When a molecule loses an electron, which atoms pay for it, and when it gains one, which atoms receive it? For the small thioaldehyde FCH₂–CH=S the first answer that comes to mind is a single orbital: the electron leaves the sulfur lone pair, or enters the empty antibonding orbital of the C=S bond. That answer names the right place, but it puts far too much charge there. A better estimate can be made on paper with one extra number.

Fukui functions of the thioaldehyde FCH₂–CH=S, computed with PySCF 2.14.0 at the BLYP/def2-SVPD level on a GFN2-xTB geometry. The values are Hirshfeld-condensed density differences between the neutral singlet molecule and its cation (fukui minus) or anion (fukui plus), both at the geometry of the neutral molecule.

```tsv
row	fukui minus (e)	computed element	fukui plus (e)
1	0.076	F	0.052
2	0.052	C	0.045
3	0.102	C	0.190
4	0.582	S	0.493
5	0.051	H	0.068
6	0.051	H	0.067
7	0.086	H	0.085
```

The column "fukui minus" gives the part of one removed electron that comes from each atom, and "fukui plus" the part of one added electron that ends up on it. The nuclei stay where they were in the neutral molecule. The neutral molecule is a singlet, and both ions have one unpaired electron. Each column adds up to one electron, so what one atom doesn't take, the others must.

**The picture and the rule**

Two things spread the charge beyond the atom where the orbital is centred. First, a real orbital has tails on neighbouring atoms. Second, the other electrons respond. A hole on sulfur draws electrons towards it, so atoms further away are left slightly poorer; an added electron pushes the others away, so those atoms become slightly richer. In both cases the outer atoms take part in a change that the orbital alone would hardly have brought them.

The rule lumps both effects together. Leave half of the charge in the idealised orbital and spread the other half evenly over the whole molecule:

$$f_A = \tfrac12\,w_A + \frac{1}{2N}.$$

Here $f_A$ is the estimate for atom $A$, $N$ is the number of atoms, and $w_A$ is the atom's part of the idealised orbital. For removal $w$ is 1 on sulfur and 0 elsewhere, because a sulfur lone pair is held less tightly than the bonding electrons. For attachment it is ½ on each of the two atoms of the C=S bond, whose π* orbital is the lowest empty one.

The half is an empirical number. A fit to the seven removal values gives 0.51, which is rounded here; the attachment values played no part in it. The even spread is a simplification too, chosen because it needs no knowledge of the individual atoms.

**Rows 1 and 2: fluorine and its carbon**

Neither atom belongs to the idealised orbital, so only the even spread counts. For fluorine the estimate is $1/(2\times 7) = 0.071$, for removal and attachment alike. The table has 0.076 and 0.052. The first value was part of the fit, the second was not, and there the estimate is 37 % too high.

The removal value of fluorine is easily misread. It might suggest that the electron is removed partly from a lone pair of fluorine, yet in the same calculation fluorine holds only 0.009 of the highest occupied orbital. Nearly all of its 0.076 comes from the response: the electron cloud around fluorine shifts a little towards the hole on sulfur. A small value on an outer atom is therefore poor evidence that the atom is a site of electron donation.

The carbon next to fluorine takes about 0.05 in both columns, less than the rule allows. It sits inside the molecule, surrounded by four neighbours, and the response adds little to it. The same difference between inner and outer atoms matters much more in the next row.

**Rows 3 and 4: the C=S group**

Sulfur on removal is the second worked row. It has the whole idealised orbital, so the estimate is

$$f_{\mathrm S} = \tfrac12 + \tfrac{1}{14} = 0.571,$$

against 0.582 in the table, a miss of 2 %. This closeness is no independent success, since the sulfur value did most to fix the half. What deserves attention is how far sulfur stays below 1. Of the shortfall, 0.18 is due to the tails of the orbital and 0.24 to the response of the other electrons, so the two effects are of similar weight.

Attachment is the real test. The rule gives the C=S group $\tfrac12 + \tfrac{2}{14} = 0.643$ in total, and the table has $0.190 + 0.493 = 0.683$. The estimate is 6 % low, with a number taken over unchanged from removal. As a statement about the group, the rule holds.

As a statement about the two atoms it fails. It gives each of them 0.321, whereas the calculation gives sulfur more than twice as much as carbon. The orbital isn't to blame: the lowest empty orbital is shared almost evenly, with 0.39 on carbon and 0.45 on sulfur. The unpaired electron of the anion is spread in much the same way, and even slightly favours carbon.

The difference must then come from the other electrons. Compared with its part of the orbital, the carbon of the C=S group ends up 0.20 lower, while sulfur, fluorine and each hydrogen end up about 0.04 to 0.05 higher. The added electron does enter on carbon, but it displaces other electrons from there to the outside of the molecule. Electrostatics makes this plausible, because charges of like sign repel each other and lower their energy by moving apart, and an enclosed carbon atom has outer atoms around it to take up the charge.

So the value of 0.190 doesn't mean that the added electron avoids carbon. It is a net balance between an electron that arrives and others that make way. On removal the response is no smaller, 0.24 on sulfur, but there the orbital sits mainly on one atom, so there is no split between two atoms for it to upset.

The attachment column also rests on weaker ground than the removal column. In the anion the highest occupied orbital has a positive energy, a known fault of functionals of this kind, in which an electron partly repels itself. Such an electron is held in the molecule partly by the finite basis, so a more diffuse basis could change the values in this column. The total energies still give a bound anion, with an affinity of 0.43 eV, and the unpaired electron sits mainly on the C=S group, as the picture requires. Whether a lower solution for the anion exists was not tested, so the split between carbon and sulfur should be taken with some reserve.

**Rows 5 to 7: the hydrogens**

The hydrogens again receive only the even spread of 0.071. The table has between 0.051 and 0.086, so the size is right and the order among them is beyond the rule. Rows 5 and 6 are mirror images of each other, and their tiny difference on attachment is numerical noise.

These two hydrogens, like fluorine, show the response clearly. On removal each holds 0.006 of the orbital but gives up 0.051 of an electron. An estimate from the orbital alone would have left them almost untouched. That hydrogen, with its single electron, takes part to this extent shows that the values describe the whole electron cloud and not just the orbital that is emptied.

**How far the rule can be trusted**

Over the removal column the typical (root-mean-square) miss is 0.02 of an electron. The idealised orbital alone misses by 0.17, and an even spread alone by 0.18. Part of this gain is built in: once the half has been fitted to sulfur, the fixed sum also sets the average of the other six atoms. Only their scatter about that average is left to test the rule: the misses there reach 0.03 of an electron and, in relative terms, 40 %.

Over the attachment column the typical miss rises to 0.08, almost entirely because of the split within the C=S group. The five atoms outside the group are met to within 0.03. For atoms with such small values this is still a large relative error, up to 59 % for the carbon next to fluorine. The rule tells major from minor atoms, but it can't rank the minor ones.

Using it for a related molecule starts with chemistry, not arithmetic. One has to name the orbital that loses or gains the electron and count the atoms it covers. If it sits on one outer atom, the estimate for that atom may be used directly; if it covers a bond with an enclosed atom, only the sum over the bond should be used. Each of these two readings rests on a single case, and the first on the very value that did most to fix the half.

The even spread is the part most likely to fail in a larger molecule. All the numbers here belong to one conformer with seven atoms, none of them far from the C=S group. In a long chain the response is expected to fade with distance, and the far end would then receive less than an equal part; this molecule is too small to show it. The half itself may also change with the functional and with the way the density is divided among atoms.

Nor does a large value settle where a reagent will attack. That depends also on the reagent, the solvent and the barrier, and carbon in a C=S group can be attacked even though sulfur takes the largest share of the charge. The printed output after this text lists the estimate for each atom beside its miss, and the orbital parts used above.

Numerical output:

```
fit of ym on 7 rows: coefficient of xm 0.5123 +/- 0.021; rms 0.0184, worst 3 -0.0323, leave-one-out rms 0.0188
Rule against table (e):
  row  rule_removal  miss_removal  rule_attachment  miss_attachment
    1       0.07143     -0.004571          0.07143          0.01943
    2       0.07143       0.01943          0.07143          0.02643
    3       0.07143      -0.03057           0.3214           0.1314
    4        0.5714      -0.01057           0.3214          -0.1716
    5       0.07143       0.02043          0.07143         0.003429
    6       0.07143       0.02043          0.07143         0.004429
    7       0.07143      -0.01457          0.07143         -0.01357
Condensed value less orbital share (e):
  row  HOMO_share  removal_excess  LUMO_share  attachment_excess
    1       0.009           0.067       0.005              0.047
    2       0.039           0.013       0.056             -0.011
    3       0.074           0.028       0.388             -0.198
    4       0.824          -0.242       0.449              0.044
    5       0.006           0.045       0.028               0.04
    6       0.006           0.045       0.028              0.039
    7       0.041           0.045       0.046              0.039
removal, rms miss of the rule (e): 0.01887
removal, rms miss of idealised orbital alone (e): 0.1716
removal, rms miss of even spread alone (e): 0.1802
removal, largest miss of the rule (e): 0.03057
removal, largest relative miss among the six minor atoms (percent): 40.06
attachment, rms miss of the rule over all atoms (e): 0.08281
attachment, rms miss of idealised orbital alone (e): 0.1294
attachment, rms miss of even spread alone (e): 0.1499
attachment, rms miss of the rule over the five minor atoms (e): 0.01607
attachment, largest relative miss among the five minor atoms (percent): 58.73
attachment, sum over thiocarbonyl C and S in the table (e): 0.683
attachment, sum over thiocarbonyl C and S by the rule (e): 0.6429
removal, shortfall of S from one due to orbital tails (e): 0.176
removal, further shortfall of S beyond its orbital share (e): 0.242
removal, excess over orbital share summed over F and H (e): 0.202
attachment, excess over orbital share summed over F and H (e): 0.165
```
